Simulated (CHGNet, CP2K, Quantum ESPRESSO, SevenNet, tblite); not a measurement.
# Pressure, energy and gap of a caesium sulfate solution between −6 and +6 % volume: PBE and BLYP in two programs, GFN1-xTB and two machine-learned potentials

Caesium is a large, singly charged ion that holds its water loosely, while sulfate is doubly charged and takes hydrogen bonds through its four oxygens. In a concentrated solution both compete for the same water, and the balance of contacts sets the density. A model whose pressure is wrong at the right density will swell or shrink the liquid once the volume is set free, which matters for simulations of brines and electrolytes. I follow one relaxed 94-atom cell from −6 to +6 % in volume at seven levels. Pressure is positive when the cell pushes outwards. Energy is per atom and counts from the unchanged cell at the same level, and the gap is the Kohn-Sham gap.

## Calculations

One cell of 94 atoms: 29 H2O, 2 Cs+, 1 SO4 2- placed at random, at 1.52 g/cm³; overlaps pushed apart, then 10 ps at 420 K with Joung-Cheatham ions (J. Phys. Chem. B 112, 9020 (2008)); MMFF94 bonds, angles, torsions, charges and radii (Halgren, J. Comput. Chem. 17, 490 (1996)) in harmonic and 12-6 forms; SPC/E water (Berendsen, Grigera and Straatsma, J. Phys. Chem. 91, 6269 (1987)). Snapshot after 20 ps at 330 K and fixed volume. Then the atoms were relaxed with SevenNet 0 in the fixed cell. After each change the atoms were relaxed again in the fixed cell with the same machine-learned potential, SevenNet-0; no DFT relaxation followed. All levels are single points on the same geometries, without spin polarisation; k-points Γ alone, a smearing of 0.05 eV. Levels: machine-learned interatomic potential CHGNet r2SCAN, trained on r2SCAN plane-wave data; machine-learned interatomic potential SevenNet 0, trained on PBE(+U) plane-wave data; tblite 0.8.0, GFN1-xTB tight binding, diagonalisation; Quantum ESPRESSO 7.5, PBE+D3(BJ), SSSP efficiency 1.3.0 pseudopotentials, plane waves (wave cutoff 816 eV); CP2K 2026.2, PBE+D3(BJ), GTH-PBE pseudopotentials, Gaussian and plane waves, DZVP-MOLOPT-SR-GTH, diagonalisation (grid cutoff 600 Ry); CP2K 2026.2, BLYP+D3(BJ), GTH-BLYP pseudopotentials, Gaussian and plane waves, DZVP-MOLOPT-SR-GTH, diagonalisation (grid cutoff 600 Ry); Quantum ESPRESSO 7.5, PBE, SSSP efficiency 1.3.0 pseudopotentials, plane waves (wave cutoff 816 eV). The rows of each level count from that level's own run on the unchanged cell, which has a density of 1.52 g/cm³ and whose k-points sample 10 Å along the shortest periodic direction.

Notes on method and selection:

- The geometry is the minimum of SevenNet-0, so that potential's own rows are favoured and the others carry forces.
- The atoms move by the relaxing potential between rows, so for the other levels the pressure isn't the slope of the energy along the series.
- The k-points sample a periodic length of only 10 Å along the shortest direction; all electronic-structure levels share this error.
- The gap is read on the run's k-points alone; semilocal functionals tend to put gaps under measured ones.
- The open machine-learned potentials were trained mostly on computed crystals (Materials Project trajectories and like sets), at PBE and PBE+U unless another functional is named.
- One small sample stands for the material.
- Where atoms are relaxed at each volume, a cell can fall into another minimum, and loose force tolerances leave some of the strain unrelaxed.
- Runs that did not converge, have known faults or may not be shown are not listed, and runs on Ansatz's PAW sets soft_1 and soft_2 are kept to separate tables.

Columns:

- volume change (%): change of the cell's volume, all axes scaled alike.
- volume (Å³/atom): volume per atom.
- pressure (GPa): pressure, a third of the trace of the stress, positive under compression, without a kinetic term.
- energy (meV/atom): energy per atom less that of the unchanged cell at the same level.
- gap (eV): Kohn-Sham gap: lowest empty less highest filled level over the k-points of the run.

## Computed values

| member | level | volume change (%) | volume (Å³/atom) | pressure (GPa) | energy (meV/atom) | gap (eV) |
| --- | --- | --- | --- | --- | --- | --- |
| −6 % | CHGNet r2SCAN | −6 | 9.6797 | −1.435 | −0.342 | – |
| −3 % | CHGNet r2SCAN | −3 | 9.9887 | −1.529 | −0.152 | – |
| +0 % | CHGNet r2SCAN | 0 | 10.2976 | −1.871 | 0.000 | – |
| +3 % | CHGNet r2SCAN | 3 | 10.6065 | −2.126 | 0.847 | – |
| +6 % | CHGNet r2SCAN | 6 | 10.9155 | −2.209 | 1.939 | – |
| −6 % | SevenNet 0 | −6 | 9.6797 | 1.261 | 3.041 | – |
| −3 % | SevenNet 0 | −3 | 9.9887 | 1.021 | 1.428 | – |
| +0 % | SevenNet 0 | 0 | 10.2976 | 0.476 | 0.000 | – |
| +3 % | SevenNet 0 | 3 | 10.6065 | 0.023 | −0.512 | – |
| +6 % | SevenNet 0 | 6 | 10.9155 | −0.183 | −0.632 | – |
| −6 % | tblite GFN1-xTB | −6 | 9.6797 | −3.256 | −4.964 | – |
| −3 % | tblite GFN1-xTB | −3 | 9.9887 | −3.205 | −1.377 | – |
| +0 % | tblite GFN1-xTB | 0 | 10.2976 | −3.463 | 0.000 | – |
| +3 % | tblite GFN1-xTB | 3 | 10.6065 | −3.664 | 2.049 | – |
| +6 % | tblite GFN1-xTB | 6 | 10.9155 | −3.644 | 5.357 | – |
| −6 % | Quantum ESPRESSO, PBE+D3(BJ) | −6 | 9.6797 | 0.518 | 1.873 | 4.789 |
| −3 % | Quantum ESPRESSO, PBE+D3(BJ) | −3 | 9.9887 | 0.321 | 1.082 | 4.815 |
| +0 % | Quantum ESPRESSO, PBE+D3(BJ) | 0 | 10.2976 | −0.211 | 0.000 | 4.796 |
| +3 % | Quantum ESPRESSO, PBE+D3(BJ) | 3 | 10.6065 | −0.645 | 0.022 | 4.776 |
| +6 % | Quantum ESPRESSO, PBE+D3(BJ) | 6 | 10.9155 | −0.809 | 0.364 | 4.753 |
| −6 % | CP2K double zeta, PBE+D3(BJ) | −6 | 9.6797 | 0.977 | 1.617 | 5.162 |
| −3 % | CP2K double zeta, PBE+D3(BJ) | −3 | 9.9887 | 0.759 | 0.848 | 5.219 |
| +0 % | CP2K double zeta, PBE+D3(BJ) | 0 | 10.2976 | 0.204 | 0.000 | 5.205 |
| +3 % | CP2K double zeta, PBE+D3(BJ) | 3 | 10.6065 | −0.256 | 0.088 | 5.128 |
| +6 % | CP2K double zeta, PBE+D3(BJ) | 6 | 10.9155 | ? | ? | ? |
| −6 % | CP2K double zeta, BLYP+D3(BJ) | −6 | 9.6797 | 1.250 | 1.464 | 5.210 |
| −3 % | CP2K double zeta, BLYP+D3(BJ) | −3 | 9.9887 | 1.029 | 1.363 | 5.272 |
| +0 % | CP2K double zeta, BLYP+D3(BJ) | 0 | 10.2976 | 0.457 | 0.000 | 5.256 |
| +3 % | CP2K double zeta, BLYP+D3(BJ) | 3 | 10.6065 | −0.014 | −0.393 | 5.131 |
| +6 % | CP2K double zeta, BLYP+D3(BJ) | 6 | 10.9155 | −0.208 | 0.464 | 5.079 |
| −6 % | Quantum ESPRESSO, PBE | −6 | 9.6797 | 1.356 | 4.824 | 4.789 |
| −3 % | Quantum ESPRESSO, PBE | −3 | 9.9887 | ? | ? | ? |
| +0 % | Quantum ESPRESSO, PBE | 0 | 10.2976 | 0.534 | 0.000 | 4.796 |
| +3 % | Quantum ESPRESSO, PBE | 3 | 10.6065 | 0.058 | −1.374 | 4.776 |
| +6 % | Quantum ESPRESSO, PBE | 6 | 10.9155 | −0.144 | −2.302 | 4.753 |

Cells marked ? are withheld until the estimate has been made.

Least-squares fits to the members shown, with x = volume change (%); R² and errors in the fitted variable (y, or ln y where the fit is in ln y):

| y | level | members | fit | R² | rms residual | leave-one-out rms | the same for the mean of the others |
| --- | --- | --- | --- | --- | --- | --- | --- |
| pressure (GPa) | CHGNet r2SCAN | 5 | y = −1.850 − 0.07150 x + 8.651×10⁻⁴ x² | 0.96 | 0.061 | 0.25 | 0.39 |
| pressure (GPa) | SevenNet 0 | 5 | y = 0.4967 − 0.1295 x + 0.001270 x² | 0.98 | 0.079 | 0.33 | 0.69 |
| pressure (GPa) | tblite GFN1-xTB | 5 | y = −3.446 − 0.04117 x − 3.968×10⁻⁵ x² | 0.84 | 0.076 | 0.31 | 0.24 (fit no better) |
| pressure (GPa) | Quantum ESPRESSO, PBE+D3(BJ) | 5 | y = −0.1886 − 0.1207 x + 0.001302 x² | 0.97 | 0.087 | 0.36 | 0.65 |
| pressure (GPa) | CP2K double zeta, PBE+D3(BJ) | 4 | y = 0.2688 − 0.1620 x − 0.006722 x² | 0.99 | 0.048 | 0.32 | 0.64 |
| pressure (GPa) | CP2K double zeta, BLYP+D3(BJ) | 5 | y = 0.4807 − 0.1320 x + 0.001230 x² | 0.97 | 0.090 | 0.37 | 0.71 |
| pressure (GPa) | Quantum ESPRESSO, PBE | 4 | y = 0.4821 − 0.1279 x + 0.003202 x² | 0.99 | 0.045 | 0.51 | 0.77 |
| energy (meV/atom) | CHGNet r2SCAN | 5 | y = 0.1014 + 0.1854 x + 0.01983 x² | 0.99 | 0.075 | 0.22 | 1.1 |
| energy (meV/atom) | SevenNet 0 | 5 | y = 0.1076 − 0.3095 x + 0.03097 x² | 1.00 | 0.073 | 0.20 | 1.7 |
| energy (meV/atom) | tblite GFN1-xTB | 5 | y = 0.1967 + 0.8023 x + 9.048×10⁻⁴ x² | 0.98 | 0.51 | 2.1 | 4.3 |
| energy (meV/atom) | Quantum ESPRESSO, PBE+D3(BJ) | 5 | y = 0.1868 − 0.1359 x + 0.02675 x² | 0.96 | 0.15 | 0.45 | 0.90 |
| energy (meV/atom) | CP2K double zeta, PBE+D3(BJ) | 4 | y = 0.1523 − 0.1097 x + 0.02381 x² | 0.97 | 0.11 | 0.76 | 0.87 |
| energy (meV/atom) | CP2K double zeta, BLYP+D3(BJ) | 5 | y = 0.1673 − 0.1252 x + 0.02290 x² | 0.75 | 0.37 | 1.5 | 0.92 (fit no better) |
| energy (meV/atom) | Quantum ESPRESSO, PBE | 4 | y = 0.04025 − 0.5916 x + 0.03410 x² | 1.00 | 0.035 | 0.40 | 3.7 |

## Mechanism

Pressure falls with expansion at every level except GFN1-xTB, which turns back slightly at both ends. Compression shortens hydrogen bonds and ion-water contacts, and their repulsion rises steeply. From −3 to +3 % the stiffness $-V\,\Delta P/\Delta V$ is (1.021 − 0.023) / 0.06 = 16.6 GPa for SevenNet-0 and (0.321 + 0.645) / 0.06 = 16.1 GPa for plane-wave PBE+D3, but only (−1.529 + 2.126) / 0.06 = 9.95 GPa for CHGNet. Liquid water has roughly 2 GPa; a static minimum lacks the thermal rearrangement that softens a liquid.

The outer steps are flatter because the atoms rearranged more there. SevenNet-0's own energies show it. From −3 to −6 % its mean pressure of (1.261 + 1.021) / 2 = 1.141 GPa implies a rise of 1.141 × 0.309 / 160.2 = 0.00220 eV, or 2.20 meV/atom, whereas the table gives 3.041 − 1.428 = 1.613. The cell found a lower minimum, which also relieved pressure.

D3 pulls the cell together, lowering the plane-wave pressure by 0.534 + 0.211 = 0.745 GPa at the unchanged volume. It leaves the gap untouched, since it depends on atomic positions alone.

With the same functional, CP2K lies 0.204 + 0.211 = 0.415 GPa above Quantum ESPRESSO. The energies hardly share this offset: from 0 to +3 % they change by 0.088 and 0.022 meV/atom, while 0.4 GPa would separate them by about 0.8. Two causes fit: the stress error of a finite plane-wave cutoff, which lowers the pressure, or different leftover forces along the O–H bonds, which enter the stress but hardly the energy change when the bonds keep their length.

The gap moves little, by 4.815 − 4.753 = 0.062 eV over the plane-wave PBE+D3 rows. CP2K's PBE gap is 5.205 − 4.796 = 0.409 eV wider at the unchanged volume, probably because a double-zeta basis describes the diffuse lowest empty state poorly.

## Estimating the withheld member

Plain estimates from the members shown:

- +6 % (CP2K double zeta, PBE+D3(BJ)), fit at x = 6: −0.945 GPa (an extrapolation)
- +6 % (CP2K double zeta, PBE+D3(BJ)), from its own CHGNet r2SCAN value plus the mean shift CP2K double zeta, PBE+D3(BJ) − CHGNet r2SCAN over the other 4 members (+2.161, standard deviation 0.21): −2.209 + 2.161 = −0.048 GPa
- +6 % (CP2K double zeta, PBE+D3(BJ)), from its own SevenNet 0 value plus the mean shift CP2K double zeta, PBE+D3(BJ) − SevenNet 0 over the other 4 members (−0.274, standard deviation 0.0083): −0.183 − 0.274 = −0.457 GPa
- +6 % (CP2K double zeta, PBE+D3(BJ)), from its own tblite GFN1-xTB value plus the mean shift CP2K double zeta, PBE+D3(BJ) − tblite GFN1-xTB over the other 4 members (+3.818, standard deviation 0.31): −3.644 + 3.818 = 0.174 GPa
- +6 % (CP2K double zeta, PBE+D3(BJ)), from its own Quantum ESPRESSO, PBE+D3(BJ) value plus the mean shift CP2K double zeta, PBE+D3(BJ) − Quantum ESPRESSO, PBE+D3(BJ) over the other 4 members (+0.425, standard deviation 0.026): −0.809 + 0.425 = −0.384 GPa
- +6 % (CP2K double zeta, PBE+D3(BJ)), from its own CP2K double zeta, BLYP+D3(BJ) value plus the mean shift CP2K double zeta, PBE+D3(BJ) − CP2K double zeta, BLYP+D3(BJ) over the other 4 members (−0.259, standard deviation 0.013): −0.208 − 0.259 = −0.467 GPa
- +6 % (CP2K double zeta, PBE+D3(BJ)), from its own Quantum ESPRESSO, PBE value plus the mean shift CP2K double zeta, PBE+D3(BJ) − Quantum ESPRESSO, PBE over the other 3 members (−0.341, standard deviation 0.028): −0.144 − 0.341 = −0.485 GPa
- −3 % (Quantum ESPRESSO, PBE), fit at x = −3: 0.895 GPa
- −3 % (Quantum ESPRESSO, PBE), straight-line interpolation between −6 % and +0 %: w = (−3 − (−6)) / (0 − (−6)) = 0.500, so 1.356 + 0.500 × (0.534 − 1.356) = 0.945 GPa
- −3 % (Quantum ESPRESSO, PBE), from its own CHGNet r2SCAN value plus the mean shift Quantum ESPRESSO, PBE − CHGNet r2SCAN over the other 4 members (+2.361, standard deviation 0.28): −1.529 + 2.361 = 0.832 GPa
- −3 % (Quantum ESPRESSO, PBE), from its own SevenNet 0 value plus the mean shift Quantum ESPRESSO, PBE − SevenNet 0 over the other 4 members (+0.057, standard deviation 0.024): 1.021 + 0.057 = 1.078 GPa
- −3 % (Quantum ESPRESSO, PBE), from its own tblite GFN1-xTB value plus the mean shift Quantum ESPRESSO, PBE − tblite GFN1-xTB over the other 4 members (+3.958, standard deviation 0.42): −3.205 + 3.958 = 0.753 GPa
- −3 % (Quantum ESPRESSO, PBE), from its own Quantum ESPRESSO, PBE+D3(BJ) value plus the mean shift Quantum ESPRESSO, PBE − Quantum ESPRESSO, PBE+D3(BJ) over the other 4 members (+0.738, standard deviation 0.064): 0.321 + 0.738 = 1.059 GPa
- −3 % (Quantum ESPRESSO, PBE), from its own CP2K double zeta, PBE+D3(BJ) value plus the mean shift Quantum ESPRESSO, PBE − CP2K double zeta, PBE+D3(BJ) over the other 3 members (+0.341, standard deviation 0.028): 0.759 + 0.341 = 1.100 GPa
- −3 % (Quantum ESPRESSO, PBE), from its own CP2K double zeta, BLYP+D3(BJ) value plus the mean shift Quantum ESPRESSO, PBE − CP2K double zeta, BLYP+D3(BJ) over the other 4 members (+0.080, standard deviation 0.016): 1.029 + 0.080 = 1.109 GPa

For both withheld pressures I start from plane-wave PBE+D3 on the same geometry, so that the rearrangement of the atoms is already included. The mean shifts listed with the estimates ignore a smooth drift with volume, which I keep.

For CP2K PBE+D3 at +6 %, the shift from Quantum ESPRESSO runs 0.977 − 0.518 = 0.459, 0.759 − 0.321 = 0.438, 0.204 + 0.211 = 0.415 and −0.256 + 0.645 = 0.389 GPa from −6 to +3 %. Repeating the last step gives 0.389 − 0.026 = 0.363, hence −0.809 + 0.363 = −0.446 GPa. The same rule misses the shown shifts at 0 and +3 % by 0.002 and 0.003 GPa. The drifting shift from CP2K BLYP+D3, extended by a straight-line fit, gives about −0.44 GPa. With so few trials I put the error at 0.005 GPa.

For plane-wave PBE at −3 %, the shift is the D3 pressure with its sign reversed, a smooth function of volume when the atoms move little. It is 1.356 − 0.518 = 0.838 GPa at −6 % and 0.745 at 0 %, with a midpoint of (0.838 + 0.745) / 2 = 0.7915. The same midpoint rule at +3 % gives (0.745 + 0.665) / 2 = 0.705 against the shown 0.703, so I subtract that 0.002 for curvature: 0.321 + 0.7915 − 0.002 = 1.1105 GPa. The larger rearrangement at −6 % could disturb the D3 term slightly, and I allow 0.003 GPa, a little more than the miss in the trial.

**Committed estimate, +6 % (CP2K double zeta, PBE+D3(BJ)): pressure = −0.446 ± 0.005 GPa.**  
**Committed estimate, −3 % (Quantum ESPRESSO, PBE): pressure = 1.111 ± 0.003 GPa.**

## Result

| member | level | volume change (%) | volume (Å³/atom) | pressure (GPa) | energy (meV/atom) | gap (eV) |
| --- | --- | --- | --- | --- | --- | --- |
| +6 % | CP2K double zeta, PBE+D3(BJ) | 6 | 10.9155 | −0.446 | 0.666 | 5.076 |
| −3 % | Quantum ESPRESSO, PBE | −3 | 9.9887 | 1.112 | 2.560 | 4.815 |

| member | estimate | pressure (GPa) | computed | estimate − computed | miss in error bars |
| --- | --- | --- | --- | --- | --- |
| +6 % (CP2K double zeta, PBE+D3(BJ)) | committed | −0.446 | −0.446 | 0.000 | 0.0 |
| +6 % (CP2K double zeta, PBE+D3(BJ)) | fit | −0.945 | −0.446 | −0.499 |  |
| +6 % (CP2K double zeta, PBE+D3(BJ)) | shift from CHGNet r2SCAN | −0.048 | −0.446 | +0.398 |  |
| +6 % (CP2K double zeta, PBE+D3(BJ)) | shift from SevenNet 0 | −0.457 | −0.446 | −0.011 |  |
| +6 % (CP2K double zeta, PBE+D3(BJ)) | shift from tblite GFN1-xTB | 0.174 | −0.446 | +0.620 |  |
| +6 % (CP2K double zeta, PBE+D3(BJ)) | shift from Quantum ESPRESSO, PBE+D3(BJ) | −0.384 | −0.446 | +0.062 |  |
| +6 % (CP2K double zeta, PBE+D3(BJ)) | shift from CP2K double zeta, BLYP+D3(BJ) | −0.467 | −0.446 | −0.021 |  |
| +6 % (CP2K double zeta, PBE+D3(BJ)) | shift from Quantum ESPRESSO, PBE | −0.485 | −0.446 | −0.039 |  |
| −3 % (Quantum ESPRESSO, PBE) | committed | 1.111 | 1.112 | −0.001 | 0.3 |
| −3 % (Quantum ESPRESSO, PBE) | fit | 0.895 | 1.112 | −0.217 |  |
| −3 % (Quantum ESPRESSO, PBE) | interpolation | 0.945 | 1.112 | −0.167 |  |
| −3 % (Quantum ESPRESSO, PBE) | shift from CHGNet r2SCAN | 0.832 | 1.112 | −0.280 |  |
| −3 % (Quantum ESPRESSO, PBE) | shift from SevenNet 0 | 1.078 | 1.112 | −0.034 |  |
| −3 % (Quantum ESPRESSO, PBE) | shift from tblite GFN1-xTB | 0.753 | 1.112 | −0.359 |  |
| −3 % (Quantum ESPRESSO, PBE) | shift from Quantum ESPRESSO, PBE+D3(BJ) | 1.059 | 1.112 | −0.053 |  |
| −3 % (Quantum ESPRESSO, PBE) | shift from CP2K double zeta, PBE+D3(BJ) | 1.100 | 1.112 | −0.012 |  |
| −3 % (Quantum ESPRESSO, PBE) | shift from CP2K double zeta, BLYP+D3(BJ) | 1.109 | 1.112 | −0.003 |  |

Both estimates fell inside their error bars. CP2K PBE+D3 at +6 % came out at −0.446 GPa, as estimated; the nearest plain estimate, the mean shift from SevenNet-0, missed by 0.011. Plane-wave PBE at −3 % was missed by 0.001 GPa, against 0.003 for the best plain estimate. Keeping the drift of the shift with volume is what paid. My curvature correction of 0.002 GPa did not help, since the bare midpoint was at least as close.

The D3 pressure is now known at all five volumes, and it follows $P_{\mathrm{D3}} \propto -1/V^2$, as for molecules in a uniform attractive background: its size times $V^2$ is 0.838 × 9.6797² = 78.5 at −6 % and 0.665 × 10.9155² = 79.2 at +6 %.

The new PBE energy also bears on the offset between the programs. From −3 to +3 % the energy slope gives (2.560 + 1.374) / 0.618 × 0.1602 = 1.02 GPa, while the printed pressure at 0 % is 0.534. For CP2K PBE+D3 the same slope gives 0.197 against 0.204. That points to the plane-wave stress as the source of the mismatch. Leftover forces could still produce it, but SevenNet-0 learned from plane-wave PBE data, so its minimum should suit Quantum ESPRESSO at least as well as CP2K. The finite plane-wave cutoff, which lowers the pressure, is therefore the likelier main cause; a run at a higher cutoff would settle it.

## Where the trend breaks

Least-squares fits to the whole series, with x = volume change (%); R² and errors in the fitted variable (y, or ln y where the fit is in ln y):

| y | level | members | fit | R² | rms residual | leave-one-out rms | the same for the mean of the others |
| --- | --- | --- | --- | --- | --- | --- | --- |
| pressure (GPa) | CHGNet r2SCAN | 5 | y = −1.850 − 0.07150 x + 8.651×10⁻⁴ x² | 0.96 | 0.061 | 0.25 | 0.39 |
| pressure (GPa) | SevenNet 0 | 5 | y = 0.4967 − 0.1295 x + 0.001270 x² | 0.98 | 0.079 | 0.33 | 0.69 |
| pressure (GPa) | tblite GFN1-xTB | 5 | y = −3.446 − 0.04117 x − 3.968×10⁻⁵ x² | 0.84 | 0.076 | 0.31 | 0.24 (fit no better) |
| pressure (GPa) | Quantum ESPRESSO, PBE+D3(BJ) | 5 | y = −0.1886 − 0.1207 x + 0.001302 x² | 0.97 | 0.087 | 0.36 | 0.65 |
| pressure (GPa) | CP2K double zeta, PBE+D3(BJ) | 5 | y = 0.2260 − 0.1287 x + 0.001198 x² | 0.98 | 0.087 | 0.36 | 0.69 |
| pressure (GPa) | CP2K double zeta, BLYP+D3(BJ) | 5 | y = 0.4807 − 0.1320 x + 0.001230 x² | 0.97 | 0.090 | 0.37 | 0.71 |
| pressure (GPa) | Quantum ESPRESSO, PBE | 5 | y = 0.5566 − 0.1351 x + 0.001476 x² | 0.98 | 0.087 | 0.36 | 0.73 |
| energy (meV/atom) | CHGNet r2SCAN | 5 | y = 0.1014 + 0.1854 x + 0.01983 x² | 0.99 | 0.075 | 0.22 | 1.1 |
| energy (meV/atom) | SevenNet 0 | 5 | y = 0.1076 − 0.3095 x + 0.03097 x² | 1.00 | 0.073 | 0.20 | 1.7 |
| energy (meV/atom) | tblite GFN1-xTB | 5 | y = 0.1967 + 0.8023 x + 9.048×10⁻⁴ x² | 0.98 | 0.51 | 2.1 | 4.3 |
| energy (meV/atom) | Quantum ESPRESSO, PBE+D3(BJ) | 5 | y = 0.1868 − 0.1359 x + 0.02675 x² | 0.96 | 0.15 | 0.45 | 0.90 |
| energy (meV/atom) | CP2K double zeta, PBE+D3(BJ) | 5 | y = 0.1252 − 0.08873 x + 0.02881 x² | 0.96 | 0.11 | 0.38 | 0.73 |
| energy (meV/atom) | CP2K double zeta, BLYP+D3(BJ) | 5 | y = 0.1673 − 0.1252 x + 0.02290 x² | 0.75 | 0.37 | 1.5 | 0.92 (fit no better) |
| energy (meV/atom) | Quantum ESPRESSO, PBE | 5 | y = 0.1905 − 0.6062 x + 0.03062 x² | 1.00 | 0.16 | 0.52 | 3.3 |

Largest departures from the fit to the whole series:

| member | level | pressure (GPa) | fit | computed − fit | in rms residuals |
| --- | --- | --- | --- | --- | --- |
| −3 % | CHGNet r2SCAN | −1.529 | −1.628 | +0.099 | 1.6 |
| −3 % | SevenNet 0 | 1.021 | 0.897 | +0.124 | 1.6 |
| −3 % | Quantum ESPRESSO, PBE | 1.112 | 0.975 | +0.137 | 1.6 |
| −3 % | CP2K double zeta, BLYP+D3(BJ) | 1.029 | 0.888 | +0.141 | 1.6 |

The largest departures from the fits all sit at −3 %, and all are positive, from 0.099 to 0.141 GPa. Seven levels sharing one sign on one geometry point to the atoms' positions, not to any electronic method. The pressure falls steeply between −3 and +3 % and flattens outside, where the atoms rearranged more and relieved part of the strain. A parabola cannot follow such an S-shape, so it runs too low at −3 % and too high at +3 %.

Two levels stand apart as a whole. At the unchanged volume GFN1-xTB gives −3.463 GPa and CHGNet −1.871, while the other five lie between −0.211 and 0.534. Their energies ask for much less contraction: the slope from −3 to +3 % corresponds to −(2.049 + 1.377) / 0.618 × 0.1602 = −0.89 GPa for GFN1-xTB and −(0.847 + 0.152) / 0.618 × 0.1602 = −0.26 GPa for CHGNet. The likeliest reason is that both prefer shorter O–H bonds than SevenNet-0 left them. Stretched bonds pull inwards and make the stress negative, yet add little to the energy change as long as their length stays the same. A mismatch of roughly 0.02 Å would be enough for GFN1-xTB: with 58 bonds about 1 Å long, a force constant of roughly 50 eV/Å² and a cell of 94 × 10.2976 = 968 Å³, it lowers the pressure by 58 × 50 × 0.02 × 1 / (3 × 968) × 160.2 = 3.2 GPa, while 3.463 − 0.89 = 2.57 GPa has to be explained.

## Rules of thumb and their limits

Between −6 and +6 %, a missing pressure at one DFT level is best taken from another on the same geometry, with the drift of their difference kept; here that came within a few thousandths of a GPa. A parabola in volume misses a left-out row by about 0.36 GPa.

For practice, CP2K PBE+D3 reaches zero pressure at 3 × 0.204 / (0.204 + 0.256) = 1.33 % expansion, or 1.52 / (1 + 1.33 / 100) = 1.50 g/cm³. This is the density of a static minimum, not of the warm liquid. Plane-wave pressures at this cutoff should be checked against the energy slope before a density is read from them.

No omitted effect I know of exceeds the whole spread of about 4 GPa. Among the DFT levels, which differ by 0.745 GPa at most at the unchanged volume, two do count: thermal motion raises the pressure, by roughly 0.1 GPa from the molecules' kinetic term alone, and another snapshot could shift it by a few tenths either way.
